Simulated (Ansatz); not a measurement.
## A series in volume ratio on WC

Results calculated with Ansatz 0.2.0, not measured. Plane-wave density functional theory, PAW datasets, Gaussian smearing 0.05 eV: equation of state, the given cell scaled in volume with shape and atoms relaxed at each volume.

The cell before it is scaled or strained (space group P-6m2, No. 187):
```
WC
1.0
      2.9119     0.0000     0.0000
     -1.4559     2.5218     0.0000
      0.0000     0.0000     2.8369
W C
1 1
Direct
  0.00000 0.00000 0.00000
  0.66670 0.33330 0.50000
```

Settings of every row: paw set soft_2; functional r2SCAN; spin treatment none; moment partition spheres; spin axis none; wave cutoff 500 eV; k mesh 14x14x12; symmetry use detected.

Atom hubbard u: 0 on all atoms.

Limits: no spin-orbit coupling, which can matter with elements this heavy.

| row | volume ratio | V (Å³/atom) | pressure (GPa) | energy above given cell (meV per atom) |
| --- | --- | --- | --- | --- |
| 1 | 0.96 | 9.999 | 17.882 | 22.49 |
| 2 | 0.98 | 10.208 | 8.492 | 5.44 |
| 3 | 1 | 10.416 | 0.011 | 0 |
| 4 | 1.02 | 10.624 | -7.633 | 5.04 |
| 5 | 1.04 | 10.832 | ? | ? |
| 6 | 1.07 | 11.145 | -23.551 | 56.89 |

Question: what pressure and energy above given cell should row 5 give?

Worked fit of pressure. Take u = (V_r/V)^(2/3) − 1 with V_r = 10.416 Å³ an atom, which is twice the finite (Eulerian) strain; such expansions in the strain, on which the Birch-Murnaghan equation of state is built, carry the rest volume and the bulk modulus. The shown rows have u = 0.02761, 0.01354, 0, -0.0131, -0.0441. Least squares give pressure = 0.0134 + 603.889 × u + 1576.14 × u² GPa; a straight line predicts inner rows, each left out in turn, worse (root mean square 0.99 against 0.013 GPa). The rows lie off it by -0.006, 0.013, -0.002, -0.006, 0.002 (root mean square 0.0071 GPa). The pressure vanishes at u = -0.0000, or V = 10.42 Å³ an atom, and there the bulk modulus with shape and atoms relaxed is B = −V dP/dV = (2/3)(1 + u) dP/du = 403 GPa. The withheld row has u = -0.02577, so the fit gives 0.0134 + 603.889 × (-0.02577) + 1576.14 × (-0.02577)² = -14.502 GPa.

The calculation gave -14.511 GPa. The fit lies 0.009 GPa (0.022 % of the column's range) above it; its largest miss of a shown row is 0.013 GPa.

Worked fit of energy above given cell. Take u = (V_r/V)^(2/3) − 1 with V_r = 10.416 Å³ an atom, which is twice the finite (Eulerian) strain; such expansions in the strain, on which the Birch-Murnaghan equation of state is built, carry the rest volume and the bulk modulus. The shown rows have u = 0.02761, 0.01354, 0, -0.0131, -0.0441. Least squares give energy above given cell = 0.025 + 3.63 × u + 29324.8 × u² meV per atom; a straight line predicts inner rows, each left out in turn, worse (root mean square 18 against 0.042 meV per atom). The rows lie off it by 0.01, -0.01, -0.03, 0.03, -0.01. Its lowest point lies at u = -0.0001, or V = 10.42 Å³ an atom, and the curvature there gives the bulk modulus with shape and atoms relaxed, B = (4/9)(1 + u)² E″(u)/V = 401 GPa. The withheld row has u = -0.02577, so the fit gives 0.025 + 3.63 × (-0.02577) + 29324.8 × (-0.02577)² = 19.41 meV per atom.

The calculation gave 19.52 meV per atom. The fit lies 0.11 meV per atom (0.19 % of the column's range) below it; its largest miss of a shown row is 0.03 meV per atom.
